Dear colleague,

A time-dependent density fixes the potential that drove it, up to a constant, also when the sample starts as a statistical mixture, provided the populations do not increase with energy. Here is the argument in linear response, followed by numbers for H₂.

The theorem

Let H have eigenstates |i⟩ and energies E_i, with Ω_ji = (E_j − E_i)/ħ. The initial ensemble is ρ = Σ w_i |i⟩⟨i|, with equal weights for degenerate states. A local potential energy δv(r,t) is switched on at t = 0. Its Laplace transform δv(r,s) = ∫₀^∞ e^(−st) δv(r,t) dt is real for real s > 0, and δV(s) = Σ_k δv(r_k,s) sums it over the electrons. The retarded response is χ(r,r′,t) = −(i/ħ) Tr ρ[n(r,t), n(r′,0)] for t > 0, so δn(s) = χ(s) δv(s). For a fixed Hermitian V, inserting eigenstates gives

−(i/ħ) Tr ρ[V(t), V] = −(2/ħ) Σ_ij w_i |V_ij|² sin(Ω_ji t).

The transform of sin(Ωt) is Ω/(s² + Ω²), which is odd in Ω. The terms (i,j) and (j,i) therefore combine:

∬ δv(r,s) χ(r,r′,s) δv(r′,s) dr dr′ = −(2/ħ) Σ_{E_j > E_i} (w_i − w_j) Ω_ji |δV_ij(s)|² / (s² + Ω_ji²).

If the weights do not increase with energy, no term is positive. A potential that leaves the density unchanged makes the left side zero, so δV_ij = 0 for every pair with w_i ≠ w_j; conversely such a potential produces no δn. In the canonical ensemble (a confined system, so that the partition function exists) the weights fall strictly with energy. Then δV connects no two different levels, which means [H, δV] = 0. A local potential commutes with everything in H except the kinetic energy, leaving −(ħ²/2m) Σ_k (∇_k²δv + 2∇_k δv·∇_k). This operator vanishes on all states only if ∇δv = 0. On a connected region the kernel is δv = c(t). The ground-state form of this argument is van Leeuwen's.

The system

Take H₂ with clamped nuclei and one 1s function per atom, which gives orbitals g and u. The ensemble of Gross, Oliveira and Kohn (GOK) puts weight 1 − w on the ground singlet |0⟩, w ≤ 1/2 on the first excited singlet |1⟩, and nothing on the doubly excited singlet |2⟩. A field E along the bond gives δv = eEz, with z measured from the midpoint. The induced dipole is α(s)E(s), and the quadratic form equals −α(s)E(s)².

The estimate by hand

Treat the electrons as independent. The singlets gg, gu and uu then form a ladder with two equal rungs Δ. Lifting both electrons costs about 7 aJ (1 aJ = 10⁻¹⁸ J), so Δ ≈ 3.5 aJ. The orbital element d = ⟨g|z|u⟩ would be half the bond length, 37 pm, without overlap. An overlap S ≈ 2/3 divides this by √(1 − S²) ≈ 0.75, giving 49 pm, which I call 50 pm. Either electron can jump, so each rung has |μ|² = 2e²d². For s → 0 each rung contributes 2|μ|²/Δ times its population difference, 1 − 2w below and w above:

α ≈ (1 − w) · 4e²d²/Δ.

With e ≈ 1.6×10⁻¹⁹ C, 4e²d² = 2.56×10⁻⁵⁸ C²m². So α ≈ 7.3×10⁻⁴¹ C·m²/V at w = 0 and 3.7×10⁻⁴¹ C·m²/V at w = 1/2. The response stays positive, and it halves as the lower rung saturates.

The careful calculation

As inputs I take approximate STO-3G values: R = 74.1 pm, S = 0.659, exchange integral K = 0.790 aJ, and, counted from the configuration gg, A = 4.13 aJ for the gu singlet and B = 6.88 aJ for uu. Intermediate results are carried unrounded. The triplet, at A − 2K = 2.55 aJ, lies below |1⟩ with zero weight. This does no harm, because a spin-free δV has no singlet–triplet element; the ordering is needed only among singlets.

With g = (a + b)/√(2 + 2S), u = (b − a)/√(2 − 2S) and atoms a, b at ∓R/2, d = R/(2√(1 − S²)) = 49.3 pm and 4e²d² = 2.49×10⁻⁵⁸ C²m².

The gu singlet is ungerade and is |1⟩ itself. K couples gg and uu:

|0⟩ = cos θ gg − sin θ uu, |2⟩ = sin θ gg + cos θ uu,

with Q = √(B²/4 + K²) = 3.53 aJ and η = sin 2θ = K/Q = 0.224. The energies are E₀ = B/2 − Q = −0.090 aJ and E₂ = B/2 + Q = 6.97 aJ. The gaps are Δ₀₁ = 4.22 aJ, Δ₁₂ = 2.84 aJ and Δ₀₂ = 7.06 aJ, so Ω₁₀ = 4.00×10¹⁶ s⁻¹ and Ω₂₁ = 2.69×10¹⁶ s⁻¹. Since z₁ + z₂ links gu to gg and to uu with the same element √2 d,

|μ₀₁|² = 2e²d²(cos θ − sin θ)² = 2e²d²(1 − η), |μ₁₂|² = 2e²d²(1 + η).

The theorem gives

α(s) = (1 − 2w) α₀₁/(1 + s²/Ω₁₀²) + w α₁₂/(1 + s²/Ω₂₁²),

α₀₁ = 4e²d²(1 − η)/Δ₀₁ = 4.58×10⁻⁴¹ C·m²/V, α₁₂ = 4e²d²(1 + η)/Δ₁₂ = 10.74×10⁻⁴¹ C·m²/V.

For s → 0, α = (4.58 + 1.57 w)×10⁻⁴¹ C·m²/V, which is minus the field curvature of Σ w_i E_i at fixed weights. At w = 1/2 the model's value is 5.37×10⁻⁴¹ C·m²/V. At s = 2.0×10¹⁶ s⁻¹ the values are 3.67×10⁻⁴¹ (w = 0) and 3.46×10⁻⁴¹ C·m²/V (w = 1/2).

Now the kernel. The basis sees any local potential through three numbers, v_gg, v_uu and v_gu. The part v_gu responds as above, with a strictly positive α for all allowed w; at w = 1/2 the pair 0–1 drops out and the pair 1–2 carries it alone. The part (v_gg − v_uu)/2 multiplies n_g − n_u, whose 0–2 element is 2η, with weight difference 1 − w > 0. Only v_gu = 0 with v_gg = v_uu survives, which is a multiple of the particle number. Non-constant functions that happen to have these matrix elements are invisible too, but that blindness belongs to the basis.

Why the two differ

The careful value is 0.63 times the estimate at w = 0, where only the lower rung counts, and 1.47 times it at w = 1/2, where only the upper rung counts. Each ratio is a product of four factors (lower rung, upper rung):

rounding of d, e and B/2: 0.990, 0.990
unequal rungs before mixing: 0.833, 1.251
level shifts from mixing: 0.979, 0.968
transition strength 1 ∓ η: 0.776, 1.224

Rounding is worth one per cent; the rest is electron repulsion. The rungs are A = 4.13 aJ and B − A = 2.75 aJ in place of 3.44 aJ each. With Coulomb integrals J, the offset is A − B/2 = K + J_gu − (J_gg + J_uu)/2 = 0.69 aJ, so the J terms nearly cancel, to −0.10 aJ, and K dominates. In orthogonalised atomic orbitals the reason is plain: the gu singlet has both electrons on one atom, whereas gg and uu are half covalent.

The same picture explains the strengths. The dipole reaches only the ionic component (gg + uu)/√2 of a gerade state. Mixing lowers the ionic weight of |0⟩ to (1 − η)/2 = 0.388 and raises that of |2⟩ to 0.612. The sum |μ₀₁|² + |μ₁₂|² = 4e²d² is unchanged, so what one rung loses the other gains. The energy shift is second order in K/B and small; the strength transfer is first order and large.

On each rung gap and strength push the same way, giving α₁₂/α₀₁ = 2.34 where the estimate has 1. The slope in w is α₁₂ − 2α₀₁, a difference that changes sign when this ratio passes 2. That is why the estimate misses even the trend.

At large s the terms go as Δ|μ|²/s², and the two effects oppose each other. The products (1 − η)Δ₀₁ = 3.28 aJ and (1 + η)Δ₁₂ = 3.48 aJ differ by exactly B − 2A + 2K = 0.20 aJ. The ratio of α at w = 1/2 to α at w = 0 tends to 0.53, near the estimate's one half.

All these numbers are the model's. As typical knowledge, the static polarisability of ground-state H₂ along the bond is near 1×10⁻⁴⁰ C·m²/V, so the model is low by roughly a factor of 2; at w = 1/2 it is low by an order of magnitude or more, because the real excited singlet is diffuse and has close-lying gerade neighbours that two 1s functions cannot form. Further excited singlets, all at zero weight, add only terms of the same sign, so the sign argument behind invertibility holds in any basis.

With best regards